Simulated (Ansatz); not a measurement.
# A series in volume scale on Ca

Free energy against uniform scaling of the volume at fixed shape and fractions; periodic cell, basis, potentials, k mesh and filling as listed. The results are calculated, by Ansatz 0.2.0.

The cell before it is scaled or strained (space group I4/mmm, No. 139):
```
CELL_PARAMETERS angstrom
-2.20520 2.20520 2.19610
2.20520 -2.20520 2.19610
2.20520 2.20520 -2.19610
ATOMIC_POSITIONS crystal
Ca 0.50000 0.50000 0.00000
```

Settings of every row: functional PBEsol; dispersion none; potentials all-electron LAPW; k mesh 9x9x9; k shift 0x0x0; occupations fermi dirac; smearing width 0.05 eV; spin none; basis error target 0.0005 eV/atom.

Limits: coarse k mesh, up to 40 meV an atom off; the cell comes from a prototype or a list of computed structures and needn't be the stable phase.

| row | volume scale | V (Å³/atom) | energy above lowest point (meV/atom) |
| --- | --- | --- | --- |
| 1 | 0.94 | 40.155 | 0 |
| 2 | 0.97 | 41.436 | 1 |
| 3 | 1 | 42.718 | ? |
| 4 | 1.03 | 43.999 | 14.3 |
| 5 | 1.06 | 45.281 | 25.8 |

Question: what energy above lowest point should row 3 give?

Worked fit of energy above lowest point. Take u = (V_r/V)^(2/3) − 1 with V_r = 42.718 Å³ an atom, which is twice the finite (Eulerian) strain; such expansions in the strain, on which the Birch-Murnaghan equation of state is built, carry the rest volume and the bulk modulus. The shown rows have u = 0.04211, 0.02052, -0.0195, -0.0381. Least squares give energy above lowest point = 5.92 − 340 × u + 4747 × u² meV/atom; a straight line predicts inner rows, each left out in turn, worse (root mean square 4.4 against 0.14 meV/atom). The rows lie off it by 0.0, 0.1, -0.1, 0.0. Its lowest point lies at u = 0.0358, or V = 40.52 Å³ an atom, and the curvature there gives the bulk modulus at fixed shape and fractions, B = (4/9)(1 + u)² E″(u)/V = 17.9 GPa. Letting shape and atoms relax would as a rule lower it, by much in layered, chain or molecular crystals. The withheld row has u = 0, so the fit gives 5.92 − 340 × (0) + 4747 × (0)² = 5.9 meV/atom.

The calculation gave 5.9 meV/atom. The fit meets it to the printed digit.
